A metal has electron levels right up to the Fermi level, and a calculation samples them only at the points of a k mesh. Smearing replaces the sharp step between filled and empty levels by a soft one, whose breadth is the occupation width. Here the width varies on a coarse mesh, while the reference keeps a fine mesh and a width of 0.1 eV. Each error in the table can therefore contain two parts, one from the mesh and one from the width. The rule is Gaussian throughout, and the mesh differs from the reference in every row.

Ta2Si (I4/mcm, a = 6.176, c = 5.047 Å) at fixed atoms, computed with Ansatz 0.2.0: plane-wave PAW, scalar-relativistic r2SCAN, no spin polarisation, cutoff 500 eV, Gaussian smearing, 5×5×5 k mesh. The reference uses a 10×10×10 mesh and a Gaussian width of 0.1 eV. Energy is extrapolated to zero smearing, pressure is positive in compression, and force changes are taken along each axis.

```
occupation width (eV)  energy less reference (meV/atom)  free energy less reference (meV/atom)  pressure less reference (GPa)  largest force change (eV/Å)
                 0.01                             -2.16                                 -0.921                         -0.032                       0.0264
                 0.05                             -2.16                                  -1.23                           0.03                       0.0186
                  0.1                             -2.27                                  -2.04                           0.05                       0.0167
                  0.2                             -1.91                                  -5.27                          0.046                      0.00293
                  0.4                            -0.715                                  -20.4                          0.146                       0.0511
```

1. How large is the error of the mesh alone?

The row at 0.1 eV answers this, because it shares its width with the reference and differs only in the mesh. Its energy lies 2.27 meV/atom too low. In a metal the filled part of k space ends at a Fermi surface, and a coarse mesh decides only roughly which regions lie inside it. The reference was not compared with a still finer mesh, so this is the distance to that reference and not to the exact limit.

2. Would a narrower width repair the energy?

No. Going from 0.1 down to 0.01 eV shifts the energy by only 0.11 meV/atom, and some 2 meV/atom of error remains. A narrow width makes the occupations sharper at the k points that are there, but it adds no points between them. Extrapolating to zero width on a fixed mesh thus leads to that mesh's own answer. The cure for this error is a denser mesh.

3. Why does the free energy fall so far at large width while the energy hardly follows?

Smearing acts on levels within about one width σ of the Fermi level. Their number grows as D σ, where D is the density of states there, and each contributes an energy of order σ. The free energy F therefore drops by an amount proportional to D σ². The internal energy rises by the same amount to leading order, and the gap between the two is the smearing entropy term TS. The midpoint removes the leading error:

E(zero smearing) = F + TS/2

This midpoint is the energy in the table, and half of TS is the correction it contains.

The fine-mesh reference allows an estimate without any adjusted constant. Its half TS is 1.245 meV/atom at 0.1 eV. A width four times larger should multiply this by sixteen:

1.245 × (0.4/0.1)² ≈ 19.9 meV/atom

For the coarse mesh at 0.4 eV, half of TS follows from the two energy columns and the reference's own term:

−0.715 + 20.4 + 1.245 ≈ 20.9 meV/atom

The estimate is about 5 % too low, so the square law explains nearly all of the fall. It does less well at 0.1 eV, where the coarse mesh gives 18 % less than the fine one. At 0.01 eV the coarse mesh has only about a sixth of the estimated value. The likely reason is that so few of its levels lie that close to the Fermi level that a smooth density of states no longer describes them.

4. At 0.01 eV the free energy is off by only 0.92 meV/atom. Is it the better quantity there?

It only looks better. At this width smearing hardly lowers the free energy, but the reference free energy, taken at 0.1 eV, has been lowered by 1.245 meV/atom. Subtracting it hides part of the mesh error, since −2.16 + 1.245 is about −0.92. Free energies should be compared at equal width; when widths differ, the energy at zero smearing is the fairer choice.

5. The energy error is smallest at 0.4 eV. Is that the best setting?

The other columns advise against it: the errors of pressure and force are both largest in this row. Pressure and forces are slopes of the free energy, so they keep the σ² term that the midpoint removes from the energy. If D changes when the cell expands or an atom moves, that term pushes on the cell or the atom. The coarse mesh adds its own error, so the table does not show how much of the pressure and force errors comes from this term. Correcting the energy afterwards does not correct a structure relaxed under such forces.

The better energy itself has two possible origins. From 0.1 to 0.4 eV it rises by 1.56 meV/atom, which offsets about two thirds of the mesh error. Wide smearing may really help a coarse mesh, because it smooths the jump in occupation at the Fermi surface. Equally, a smearing error beyond the σ² term may happen to have the opposite sign. A fine-mesh calculation at 0.4 eV would tell them apart, and the table has none.

6. Do a small pressure error and a small force change show that the structure is safe?

Not by themselves. At 0.01 eV the pressure is off by only −0.032 GPa, yet the stress is off by −0.30 GPa along x and y and by +0.50 GPa along z. Pressure is the mean of the three, and the errors nearly cancel in it. A relaxation that may change the cell's shape would feel them separately.

The force column needs similar care because it gives sizes without signs. By symmetry only the Ta atoms feel a force, along a single free coordinate. The small value at 0.2 eV may thus be a point near which the error changes sign, though the signs needed to decide this are not at hand. Either way, the force moves by about 0.05 eV/Å between 0.2 and 0.4 eV, so the good value at 0.2 eV is no sign of convergence.

7. What would change with another smearing rule or another kind of material?

Methfessel-Paxton smearing is built to cancel the σ² term in the free energy itself. Forces and pressure would then lose their leading width error too, but the mesh error would remain. In a material whose band gap is much wider than σ, there are no levels near the Fermi level to smear, and the width would hardly matter. A metal with a higher density of states at the Fermi level should show a stronger fall of the free energy. These are consequences of the mechanism; the table tests only Gaussian smearing in one metal.

For work on this compound, the order of steps follows from the two kinds of error. Refine the mesh first, at a fixed moderate width, until energy, forces and each stress component settle. Then vary the width on that mesh, and test the mesh again if a narrower width is chosen, since sharper occupations need more k points. Up to 0.2 eV the width moves the coarse-mesh energy by less than 0.4 meV/atom, well below the mesh error, so finer distinctions between these widths mean little until the mesh is better.
